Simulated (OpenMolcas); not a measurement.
## SiH3OF (SMILES O[SiH2]F): methods side by side

SiH3OF has 6 atoms, charge 0, and is taken as a singlet. SMILES: `O[SiH2]F`. Geometry: relaxed at PBE0-D4/def2-TZVP. This is one conformer, not always the lowest.

```xyz
6

O    -0.8535   -0.2092   -0.9241
Si    0.3783   -0.0093    0.1239
F     0.1808   -0.9228    1.4178
H    -1.7142    0.1502   -0.7056
H     1.5956   -0.4585   -0.5758
H     0.4551    1.3856    0.6176
```

Each level gives the energy change with the O1–Si2 bond stretched from 1.630 to 1.874 Å (eV). The values are calculated.

| level | kind | program | value (eV) | less CCSD(T)/aug-cc-pVDZ | CPU time (all runs) |
| --- | --- | --- | --- | --- | --- |
| HF/aug-cc-pVDZ (restricted) | Hartree–Fock | OpenMolcas | 0.57 | +0.22 | 24 s |
| SVWN5/aug-cc-pVDZ (restricted) | LDA | OpenMolcas | 0.43 | +0.08 | 54 s |
| PBE/aug-cc-pVDZ (restricted) | GGA | OpenMolcas | 0.30 | -0.05 | 77 s |
| M06-L/aug-cc-pVDZ (restricted) | meta-GGA | OpenMolcas | 0.44 | +0.09 | 1.7 min |
| B3LYP/aug-cc-pVDZ (restricted) | global hybrid | OpenMolcas | 0.38 | +0.03 | 78 s |
| B2PLYP/aug-cc-pVDZ (restricted) | double hybrid | OpenMolcas | 0.38 | +0.03 | 69 s |
| MP2/aug-cc-pVDZ (restricted) | perturbation theory | OpenMolcas | 0.35 | 0.00 | 21 s |
| CCSD(T)/aug-cc-pVDZ (Cholesky decomposition) (restricted) | coupled cluster or CI | OpenMolcas | 0.35 | 0.00 | 6 min |

CCSD(T)/aug-cc-pVDZ (Cholesky decomposition) (restricted) is the highest level here, not the true value. The first shape isn't each level's own minimum. The values span 0.30 to 0.57 eV. CPU times are rough (shared hosts, several kinds of processor): they show what a rung costs within a factor of a few.

Hartree–Fock makes the Si–O stretch much too costly, at 0.57 eV against 0.35 eV for CCSD(T). Correlation mixes in configurations that populate the Si–O antibonding orbital, and this matters more as the bond lengthens, so leaving it out makes the bond too short and too stiff. MP2 recovers the coupled-cluster value to the printed precision, which suggests that the correlation here is still mainly dynamic and that the stretched molecule remains well described by a single closed-shell determinant.

The density functionals don't improve steadily with rung: PBE is too soft, M06-L overshoots by about as much as LDA, and B3LYP and B2PLYP give the same result. Part of this spread probably reflects where each method places its Si–O minimum, since a preference for a shorter bond raises the cost of the same stretch. The double-zeta basis, which lacks tight d functions on silicon, probably lengthens the equilibrium bond and so lowers even the coupled-cluster value; close agreement with it therefore doesn't establish equal accuracy at the basis-set limit.
